Question

Papers on nodal superconductors fit the T → 0 field dependence of κ/T to κ(H)/κ0 = r²/(r√(1 + r²) − arsinh r). Where does this come from, and what is r in numbers? Does Sr2RuO4 fall in the "H ln H" or the "√H" regime, compared with a cuprate, and where does the plateau come from?

Answer

The formula (Kübert and Hirschfeld, 1998) is a series average over one vortex cell of an interpolated local conductivity. It depends only on B/B*, where B* is a crossover field set by purity.

Conventions. Field along c, heat current in the plane, B the mean induction, Φ0 = h/2e. One cylindrical Fermi sheet with gap Δ0 cos 2φ, hence four vertical line nodes with vF ≫ vΔ. For Sr2RuO4 this gap is an assumption, since its order parameter is not settled. κ0 is the zero-field value of κ in the limit linear in T, and γ is the impurity width, ω̃ = iγ at zero energy.

1. Doppler shift

A vortex has vs = ħ/(2mρ) at distance ρ. The cell is a disc with πR²B = Φ0. With u = ρ/R the two pairs of opposite nodes are shifted by vs·pF = ±(E_H/u)cos θ and ±(E_H/u)sin θ, where θ is the angle between vs and one nodal direction and

E_H = ħvF/(2R) ∝ √B.

2. Local conductivity

For a Dirac node shifted by δ, the heat-current bubble without vertex corrections contains ½∫ E dE (A₊ + A₋)² over E > 0, with A± = γ/[(δ ∓ E)² + γ²]. The integral gives

I(x) = ½[1 + (x + 1/x) arctan x], x = δ/γ,

so I → 1 + x²/3 at small x and πx/4 at large x. Average the two node pairs and treat the result as a scalar, which drops the off-diagonal part of the local tensor. At small shift this gives 1 + E_H²/(6γ²u²) for every θ. The interpolation

κ(u)/κ0 = √(1 + 1/(ru)²), r = √3 γ/E_H,

reproduces that term and is linear in the shift when the shift is large. Matching the large-shift limit of the series average instead would give 16√2 ln(1 + √2)/π² = 2.02 in place of √3, so the clean end is overestimated by up to 17 %.

3. Cell average

Heat flowing across vortices is taken to meet the regions in series, so 1/κ is averaged. With s = ru,

κ0/κ = (1/r²) ∫₀^r 2s² ds/√(1 + s²) = [r√(1 + r²) − arsinh r]/r².

Call the inverse F(r). Averaging κ itself (parallel) gives [r√(1 + r²) + arsinh r]/r², so the series rule is a choice that fixes order-one constants. Since r² = B*/B with B* = 12γ²Φ0/[π(ħvF)²]:

dirty, B ≪ B*: F − 1 ≈ (ln 2r − ½)/r² = (B/2B*) ln(4B*/eB), with e the base of the logarithm
clean, B ≫ B*: F ≈ 3/(2r) = (3/2)√(B/B*)

"H ln H" thus means H ln(const/H), slightly sublinear. The logarithm comes from ∫ u du/u², cut off near the vortex where the shift overtakes γ.

4. Vortex scattering

A perfect lattice gives Bloch states, but disordered vortices scatter. Following Franz (1999), take a mean free path of the order of the vortex spacing, ℓv = ηR ∝ B^(−1/2), and add its width ħvF/(2ℓv) = E_H/η to γ:

r → r + √3/η.

At high field r stops falling, and κ/κ0 saturates at F(√3/η). The density of states grows as √B (Volovik, 1993) and the lifetime falls as 1/√B. The model does not fix η. I use η = 2, giving a plateau of 2.07.

5. Inputs

For unitary scatterers with normal-state mean free path ℓ, Γ = ħvF/(2ℓ) and γ² ln(4Δ0/γ) = πΓΔ0/2 for γ ≪ Δ0.

Sr2RuO4, approximate: ħvF = 0.36 eV Å (dxy sheet), Δ0 = 0.28 meV, Bc2 ≈ 75 mT, λ ≈ 190 nm. At B = 15 mT, R = 209 nm and E_H = 0.086 meV (1.0 K).
YBa2Cu3O7, approximate: ħvF = 1.6 eV Å, Δ0 = 25 meV. At B = 1 T, R = 25.7 nm and E_H = 3.1 meV.
The values of ℓ are illustrative, and Δ0 is not reduced for pair breaking. Unrounded values are carried through.

row  system            ℓ (nm)  γ (meV)  B*      r     F     F_v   F_b
A    Sr2RuO4, cleaner  3000    0.0266   4.3 mT  0.54  3.0   1.54  1.68
B    Sr2RuO4, dirtier  1000    0.0506   16 mT   1.02  1.85  1.35  1.35
C    YBCO, pure        5000    0.332    34 mT   0.18  8.2   1.82  2.8
D    YBCO, Zn-doped    40      5.14     8.2 T   2.86  1.19  1.12  1.11

F_v includes vortex scattering with η = 2. F_b has no vortex scattering but the corrected flow described in section 7. All entries are the model's numbers.

6. The trend

Purity enters through B* ∝ γ², and γ² ∝ 1/ℓ up to a logarithm. Going from B to A triples ℓ, lowers B* by a factor 3.6 and raises F only by a factor 1.6, because F grows at most as B*^(−1/2).

Row C is properly clean: 3/(2r) = 8.1 against the full 8.2. Row D approaches the dirty side: the asymptote gives 1.15 against 1.19, so even r ≈ 3 is barely logarithmic.

Both Sr2RuO4 rows sit in the crossover. Its γ is about a hundred times smaller than in row D, but E_H is smaller too, and only the ratio counts. The logarithmic regime needs B at about B*/10 or below, under 2 mT even for row B. There R far exceeds λ, the flow is screened over most of the cell and the 1/ρ law behind the logarithm fails. The √B regime needs about 10B* or more, 43 mT for row A, more than half of Bc2, where cores overlap and the gap is depressed. A cuprate, with λ/ξ typically of order 100 against 2 to 3 here, has room for both limits. The other two sheets of Sr2RuO4 have ħvF ≈ 0.66 eV Å, and nodes there would have B* lower by a factor 3.4 at equal γ, nearer to clean.

Vortex scattering adds the constant 0.87 to r. It matters most where r is small: C drops from 8.2 to 1.82, close to the plateau, while D hardly moves. A, B and C are compressed into 1.35 to 1.82, so a plateau hides the purity that the bare formula would reveal.

7. Neglected terms

Backflow. In the circular-cell approximation neighbouring vortices cancel the flow at the cell edge, so for uniform induction the shift goes as 1/u − u. Then 1/F_b = ∫₀¹ 2u du/√(1 + (1/u − u)²/r²). A series average is dominated by the poorly conducting rim, so this cuts A from 3.0 to 1.68 and C from 8.2 to 2.8, comparable to the effect itself. London screening in Sr2RuO4 multiplies the shift at u = ½ by a further 0.91.

Field-dependent width. The formula freezes γ. Impurities scatter between nodes, and if both pairs are shifted by ±δ the unitary condition becomes γ′² ln(4Δ0/√(γ′² + δ²)) + γ′δ arctan(δ/γ′) = πΓΔ0/2. At the cell edge with θ = 45°, δ = E_H/√2, this gives γ′/γ = 0.75 for A and 0.48 for C, which raises κ. For δ ≫ γ, γ′ → ΓΔ0/δ and the local κ goes as δ², linear in B. Born scatterers have γ′ ∝ δ, which gives a plateau with no vortex scattering at all. The clean √B law is therefore a statement about constant width.

Locality. The quasiparticle mean free path divided by R is ħvF/(2γR) = E_H/γ = √3/r. A local conductivity is justified only for r > √3, which is row D alone. For A to C the average is a scaling estimate.

Cores and temperature. The shift exceeds Δ0 for u < E_H/Δ0, which is 9 % of the Sr2RuO4 cell and carries little weight in 1/κ. The T = 0 limit needs kBT ≪ γ, and γ/kB = 0.31 K for A.

8. What to take from the numbers

Very clean YBCO typically rises quickly and levels off near twice κ0, so the bare F of row C overshoots by roughly a factor of four. The value η = 2 was chosen to put the plateau at that level, which is no test of the model. For Sr2RuO4 at B = Bc2/5 the model's columns span 1.5 to 3.0 for row A and 1.35 to 1.85 for row B. The robust content is an order-one rise on the scale B*, a few to tens of mT, with neither limiting power law reached cleanly. A fitted r absorbs the averaging rule, backflow, vortex disorder and the scattering phase shift, so the γ extracted from it is good to a factor of about two at best.